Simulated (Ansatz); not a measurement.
SbAs: energy above lowest point as volume scale varies

Results calculated with Ansatz 0.2.0, not measured. Free energy against uniform scaling of the volume at fixed shape and fractions; periodic cell, basis, potentials, k mesh and filling as listed.

The cell before it is scaled or strained (space group R3m, No. 160):
```
cell vectors (Å)
   2.0327     1.1736     3.7166
  -2.0327     1.1736     3.7166
   0.0000    -2.3472     3.7166
atoms (fractions of the cell vectors)
Sb  0.22910  0.22910  0.22910
As  0.77090  0.77090  0.77090
```

Settings of every row: functional PBEsol; dispersion none; potentials all-electron LAPW; k mesh 6x6x6; k shift 0x0x0; occupations fermi dirac; smearing width 0.05 eV; spin none; basis error target 0.0005 eV/atom.

Limits: coarse k mesh, up to 40 meV an atom off; the cell comes from a prototype or a list of computed structures and needn't be the stable phase.

| row | volume scale | V (Å³/atom) | energy above lowest point (meV/atom) |
| --- | --- | --- | --- |
| 1 | 0.94 | 25.003 | 5.9 |
| 2 | 0.97 | 25.801 | 0 |
| 3 | 1 | 26.599 | 4.5 |
| 4 | 1.03 | 27.397 | 17.8 |
| 5 | 1.06 | 28.195 | ? |

Question: what energy above lowest point should row 5 give?

Worked fit of energy above lowest point. Take u = (V_r/V)^(2/3) − 1 with V_r = 26.2 Å³ an atom, which is twice the finite (Eulerian) strain; such expansions in the strain, on which the Birch-Murnaghan equation of state is built, carry the rest volume and the bulk modulus. The shown rows have u = 0.03167, 0.01028, -0.01003, -0.02934. Least squares give energy above lowest point = 1.05 − 222.9 × u + 11864 × u² meV/atom; a straight line predicts inner rows, each left out in turn, worse (root mean square 7 against 0.037 meV/atom). All shown rows lie on it to the printed digit. Its lowest point lies at u = 0.0094, or V = 25.84 Å³ an atom, and the curvature there gives the bulk modulus at fixed shape and fractions, B = (4/9)(1 + u)² E″(u)/V = 66.6 GPa. Letting shape and atoms relax would as a rule lower it, by much in layered, chain or molecular crystals. The withheld row has u = -0.04775, so the fit gives 1.05 − 222.9 × (-0.04775) + 11864 × (-0.04775)² = 38.7 meV/atom.

The calculation gave 38.6 meV/atom. The fit lies 0.1 meV/atom (0.26 % of the column's range) above it, one unit of the last digit. This row lies beyond the range of the fit.
